**Umbrella scans of PrH₃ and NdH₃: a search for breaks in a double well**

The table holds energies and dipoles of rigid umbrella scans from 55° to 90°, computed with PySCF at restricted PBE0/lcecp-1/def2-TZVP with the 4f shell in the core potential. The program fits a two-level (second-order Jahn–Teller) form with a restoring term to all eight energies of each molecule and compares it with quartic and sextic polynomials in cosθ and with a d-overlap plus point-charge curve. The quartic leaves a wave of residuals near 1 kJ/mol, while the two-level form fits to 0.016 (Pr) and 0.040 kJ/mol (Nd) rms and recovers the relaxed angle, and predicting each row from the other seven reveals no break. Dipole/cosθ falls smoothly by 20% on bending, which fixed charges miss, and it prefers a mixing parameter about half that of the energy. The fitted constants trade against each other and carry no separate physical meaning.

Rigid umbrella scans of PrH₃ and NdH₃ at fixed bond lengths, computed with PySCF 2.14.0 using restricted PBE0 (multiplicity 1), def2-TZVP on H and lcecp-1-TZVP on the metal, whose core potential (ECP48 for Pr, ECP49 for Nd) includes the 4f electrons. Energies are relative to each molecule's relaxed structure.

## Program and output

```python
# Table: rigid umbrella scans of PrH3 and NdH3 (energy in kJ/mol above the relaxed structure, dipole in D),
# PySCF, restricted PBE0, lcecp-1/def2-TZVP, 4f in core. Tested: does any row break a smooth double well?
# Two-level form vs even polynomials in cos(theta) and vs d-overlap + point-charge repulsion.
T = {
    'x': [55, 60, 65, 70, 75, 80, 85, 90],  # °
    'e0': [26.7, 12.9, 4.2, 0.3, 0.5, 3.1, 6.0, 7.2],  # kJ/mol
    'e1': [25.6, 11.9, 3.6, 0.2, 0.8, 3.7, 6.9, 8.2],  # kJ/mol
    'd0': [7.66, 6.97, 6.13, 5.17, 4.07, 2.82, 1.45, 0.0],  # D
    'd1': [7.46, 6.79, 5.98, 5.05, 3.98, 2.76, 1.42, 0.0],  # D
}
import numpy as np
from scipy import constants as C
x = np.array(T['x'], float); u = np.cos(np.radians(x)); X = u**2
Eh = C.physical_constants['Hartree energy'][0]*C.N_A/1e3
eA = C.e*1e-10*C.c/1e-21  # debye per e*angstrom
# further outputs of the same runs: total energies (hartree), relaxed energy, relaxed H position (rho, z in A)
fine = {'Pr': ([-34.56049, -34.56572, -34.56903, -34.57051, -34.57045, -34.56947, -34.56836, -34.56789], -34.57065, 1.98, 0.64),
        'Nd': ([-35.61698, -35.62219, -35.62536, -35.62665, -35.62642, -35.6253, -35.6241, -35.6236], -35.62672, 1.94, 0.65)}
def lin(A, y):
    c = np.linalg.lstsq(A, y, rcond=None)[0]; return c, y - A @ c
rms = lambda r: np.sqrt(np.mean(r**2))
row = lambda r, f='%6.2f': ' '.join(f % v for v in r)
two = lambda X, s: np.column_stack([X**0, X, 1 - np.sqrt(1 + s*X)])
dip = lambda X, s: np.column_stack([np.sqrt(X), np.sqrt(X/(1 + s*X))])
best = lambda B, X, y: min(np.geomspace(0.3, 60, 300), key=lambda s: rms(lin(B(X, s), y)[1]))
mods = {'quartic (3 par)': lambda X: np.column_stack([X**0, X, X**2]),
        'sextic (4 par)': lambda X: np.column_stack([X**0, X, X**2, X**3]),
        'd-overlap+Coulomb (3)': lambda X: np.column_stack([X**0, (1.5*X - .5)**2, 1/np.sqrt(1 - X)])}
g = np.linspace(55, 90, 3501); G = np.cos(np.radians(g))**2
def show(n, r, f='%6.2f'):
    print('%-24s%s | rms %.3f worst %d' % (n, row(r, f), rms(r), x[np.argmax(abs(r))]))
print('rounding: E 0.05 max, 0.029 rms kJ/mol; dipole 0.005 max D; hartree energies %.3f max kJ/mol' % (5e-6*Eh))
print('%-24s%s' % ('angle (deg)', row(x, '%6d')))
for M, ek, dk in (('Pr', 'e0', 'd0'), ('Nd', 'e1', 'd1')):
    E = np.array(T[ek], float); d = np.array(T[dk], float)
    tot, ref, rho, z = fine[M]; r0 = np.hypot(rho, z)
    print('--- %sH3: relaxed r %.2f A, angle %.1f deg; H..H %.2f A at 55, %.2f A at 90' % (M, r0, np.degrees(np.arctan2(rho, z)), 3**.5*r0*np.sin(np.radians(55)), 3**.5*r0))
    print('E residuals, table - fit (kJ/mol)')
    R = {}; mins = []
    s = best(two, X, E); mods['two-level (4 par)'] = lambda X, s=s: two(X, s)
    for n, B in mods.items():
        c, r = lin(B(X), E); R[n] = r; show(n, r); f = B(G) @ c
        mins.append('%s %.1f, %.2f' % (n.split()[0], g[f.argmin()], f.min()))
    print('minimum (deg, kJ/mol): ' + '; '.join(mins))
    loo = []
    for i in range(len(x)):
        m = np.arange(len(x)) != i; si = best(two, X[m], E[m])
        loo.append(E[i] - (two(X[i:i+1], si) @ lin(two(X[m], si), E[m])[0])[0])
    show('two-level, row left out', np.array(loo))
    A = mods['sextic (4 par)'](X); h = np.diag(A @ np.linalg.pinv(A))
    print('%-24s%s' % ('rounding noise of that', row(0.029/np.sqrt(1 - h))))
    Ef = (np.array(tot) - ref)*Eh; sf = best(two, X, Ef)
    show('two-level, hartree data', lin(two(X, sf), Ef)[1], '%6.3f')
    c = lin(two(X, s), E)[0]
    print('E90 %.2f k %.0f Delta %.0f kJ/mol, s %.1f (hartree data %.1f); net u^2 term %.0f; width asin(1/sqrt s) %.0f deg' % (*c, s, sf, c[1] - c[2]*s/2, np.degrees(np.arcsin(min(1, s**-.5)))))
    print('s fixed: ' + '; '.join('s %g k %.0f Delta %.0f rms %.3f' % (q, *lin(two(X, q), E)[0][1:], rms(lin(two(X, q), E)[1])) for q in (3, 5, 8)))
    p = d[:-1]/u[:-1]
    print('%-24s%s | fall %.0f%%' % ('dipole/cos (D)', row(p), 100*(1 - p[0]/p[-1])))
    print('%-24s%s' % ('dipole/(3 r cos) (e)', row(p/(3*r0*eA))))
    show('D resid, fixed charges', lin(u[:, None], d)[1], '%6.3f')
    show('D resid, s from energy', lin(dip(X, s), d)[1], '%6.3f')
    sd = best(dip, X, d); show('D resid, free s = %.1f' % sd, lin(dip(X, sd), d)[1], '%6.3f')
    assert x[E.argmin()] == 70 and E[-1] > E[-2] > E[-3]
    assert np.all(np.diff(p) > 0)
    assert rms(R['two-level (4 par)']) < rms(R['quartic (3 par)'])
print('%-24s%s' % ('E Nd - Pr (kJ/mol)', row(np.array(T['e1']) - np.array(T['e0']), '%6.1f')))
print('%-24s%s' % ('dipole Nd/Pr', row(np.array(T['d1'])[:-1]/np.array(T['d0'])[:-1], '%6.3f')))
print('bond length Nd/Pr %.3f' % (np.hypot(*fine['Nd'][2:])/np.hypot(*fine['Pr'][2:])))
k = C.e**2/(4*np.pi*C.epsilon_0*1e-10)*C.N_A/1e3*3/(3**.5*np.hypot(*fine['Pr'][2:]))
print('crude scale: unit-charge H..H repulsion, 90 to 55 deg, rises by %.0f kJ/mol' % (k*(1/np.sin(np.radians(55)) - 1)))
```

Output:

```
rounding: E 0.05 max, 0.029 rms kJ/mol; dipole 0.005 max D; hartree energies 0.013 max kJ/mol
angle (deg)                 55     60     65     70     75     80     85     90
--- PrH3: relaxed r 2.08 A, angle 72.1 deg; H..H 2.95 A at 55, 3.60 A at 90
E residuals, table - fit (kJ/mol)
quartic (3 par)          -0.61   0.98   0.54  -0.53  -0.97  -0.52   0.36   0.75 | rms 0.690 worst 60
sextic (4 par)            0.04  -0.16   0.14   0.08  -0.09  -0.14   0.02   0.10 | rms 0.105 worst 60
d-overlap+Coulomb (3)    -0.72   1.22   0.59  -0.68  -1.15  -0.59   0.43   0.89 | rms 0.829 worst 60
two-level (4 par)         0.00  -0.01   0.03  -0.02  -0.00   0.00   0.02  -0.01 | rms 0.016 worst 65
minimum (deg, kJ/mol): quartic 71.2, 0.74; sextic 71.9, -0.05; d-overlap+Coulomb 71.0, 0.92; two-level 72.1, -0.02
two-level, row left out   0.05  -0.03   0.06  -0.03  -0.00   0.00   0.03  -0.04 | rms 0.035 worst 65
rounding noise of that    0.19   0.05   0.04   0.04   0.04   0.03   0.04   0.04
two-level, hartree data  0.004 -0.016  0.019 -0.001 -0.002 -0.016  0.007  0.005 | rms 0.011 worst 65
E90 7.21 k 752 Delta 343 kJ/mol, s 5.4 (hartree data 5.6); net u^2 term -171; width asin(1/sqrt s) 26 deg
s fixed: s 3 k 1079 Delta 818 rms 0.226; s 5 k 785 Delta 381 rms 0.036; s 8 k 612 Delta 201 rms 0.177
dipole/cos (D)           13.35  13.94  14.50  15.12  15.73  16.24  16.64 | fall 20%
dipole/(3 r cos) (e)      0.45   0.46   0.48   0.50   0.52   0.54   0.55
D resid, fixed charges  -0.485 -0.130  0.129  0.313  0.395  0.354  0.212 -0.000 | rms 0.294 worst 55
D resid, s from energy  -0.034  0.025  0.025  0.013 -0.007 -0.027 -0.021 -0.000 | rms 0.022 worst 55
D resid, free s = 2.7   -0.006  0.012 -0.004 -0.005 -0.000  0.001  0.005 -0.000 | rms 0.006 worst 60
--- NdH3: relaxed r 2.05 A, angle 71.5 deg; H..H 2.90 A at 55, 3.54 A at 90
E residuals, table - fit (kJ/mol)
quartic (3 par)          -0.58   0.92   0.54  -0.47  -0.95  -0.57   0.35   0.76 | rms 0.672 worst 75
sextic (4 par)            0.05  -0.18   0.14   0.12  -0.09  -0.20   0.03   0.13 | rms 0.131 worst 80
d-overlap+Coulomb (3)    -0.69   1.16   0.59  -0.62  -1.13  -0.64   0.43   0.90 | rms 0.809 worst 60
two-level (4 par)         0.03  -0.07   0.03   0.04   0.00  -0.06   0.02   0.01 | rms 0.040 worst 60
minimum (deg, kJ/mol): quartic 70.5, 0.65; sextic 71.2, -0.05; d-overlap+Coulomb 70.3, 0.82; two-level 71.5, -0.01
two-level, row left out   0.39  -0.13   0.06   0.06   0.01  -0.10   0.03   0.04 | rms 0.154 worst 55
rounding noise of that    0.19   0.05   0.04   0.04   0.04   0.03   0.04   0.04
two-level, hartree data  0.017 -0.046  0.024  0.030 -0.010 -0.037  0.006  0.017 | rms 0.027 worst 60
E90 8.19 k 798 Delta 390 kJ/mol, s 5.0 (hartree data 4.9); net u^2 term -181; width asin(1/sqrt s) 27 deg
s fixed: s 3 k 1103 Delta 842 rms 0.199; s 5 k 799 Delta 392 rms 0.040; s 8 k 621 Delta 207 rms 0.218
dipole/cos (D)           13.01  13.58  14.15  14.77  15.38  15.89  16.29 | fall 20%
dipole/(3 r cos) (e)      0.44   0.46   0.48   0.50   0.52   0.54   0.55
D resid, fixed charges  -0.483 -0.134  0.128  0.314  0.396  0.355  0.213 -0.000 | rms 0.295 worst 55
D resid, s from energy  -0.028  0.021  0.021  0.011 -0.006 -0.023 -0.017 -0.000 | rms 0.018 worst 55
D resid, free s = 2.8   -0.004  0.009 -0.003 -0.004  0.000  0.001  0.004 -0.000 | rms 0.004 worst 60
E Nd - Pr (kJ/mol)        -1.1   -1.0   -0.6   -0.1    0.3    0.6    0.9    1.0
dipole Nd/Pr             0.974  0.974  0.976  0.977  0.978  0.979  0.979
bond length Nd/Pr 0.983
crude scale: unit-charge H..H repulsion, 90 to 55 deg, rises by 255 kJ/mol
```
